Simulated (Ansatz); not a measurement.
Cu: pressure against volume scale

Results calculated with Ansatz 0.2.0, not measured. Periodic Kohn-Sham DFT of a crystal at fixed atoms, scaled to volume_scale times the given cell; pressure positive in compression, energy less spherical unpolarised free atoms, largest_vzz the field gradient of largest size among the nuclei.

The cell before it is scaled or strained (space group Fm-3m, No. 225):
```
cell vectors (Å)
   0.0000     1.8075     1.8075
   1.8075     0.0000     1.8075
   1.8075     1.8075     0.0000
atoms (fractions of the cell vectors)
Cu  0.00000  0.00000  0.00000
```

Settings of every row: method frozen-core PAW; functional PBEsol; relativity scalar; k mesh 19x19x19; filling fermi-dirac; smearing width 0.08 eV; wave cutoff 420 eV; paw set soft_2.

Atom start moment: 0 on all atoms.

Limits: PAW files made with PBE.

| row | volume scale | V (Å³/atom) | pressure (GPa) |
| --- | --- | --- | --- |
| 1 | 0.94 | 11.102 | 3.272 |
| 2 | 0.9405 | 11.108 | 3.174 |
| 3 | 0.96 | 11.338 | -0.414 |
| 4 | 0.97 | 11.456 | -2.094 |
| 5 | 0.98 | 11.574 | -3.67 |
| 6 | 1 | 11.81 | ? |
| 7 | 1.01 | 11.929 | -7.842 |
| 8 | 1.02 | 12.047 | -9.065 |
| 9 | 1.03 | 12.165 | -10.213 |
| 10 | 1.04 | 12.283 | -11.289 |
| 11 | 1.06 | 12.519 | -13.244 |

Question: what pressure should row 6 give?

Worked fit of pressure. Take u = (V_r/V)^(2/3) − 1 with V_r = 11.752 Å³ an atom, which is twice the finite (Eulerian) strain; such expansions in the strain, on which the Birch-Murnaghan equation of state is built, carry the rest volume and the bulk modulus. The shown rows have u = 0.03866, 0.03829, 0.0242, 0.01715, 0.01023, -0.00992, -0.01639, -0.02276, -0.02903, -0.04127. Least squares give pressure = −5.8612 + 207.053 × u + 719.94 × u² + 918 × u³ GPa; a parabola predicts inner rows, each left out in turn, worse (root mean square 0.016 against 0.0027 GPa). The rows lie off it by -0.001, 0.000, 0.002, 0.000, -0.003, 0.003, 0.000, -0.001, -0.001, 0.001. The pressure vanishes at u = 0.0259, or V = 11.31 Å³ an atom, and there the bulk modulus at fixed shape and fractions is B = −V dP/dV = (2/3)(1 + u) dP/du = 168 GPa. The withheld row has u = -0.00328, so the fit gives −5.8612 + 207.053 × (-0.00328) + 719.94 × (-0.00328)² + 918 × (-0.00328)³ = -6.533 GPa.

The calculation gave -6.538 GPa. The fit lies 0.005 GPa (0.03 % of the column's range) above it; its largest miss of a shown row is 0.003 GPa.
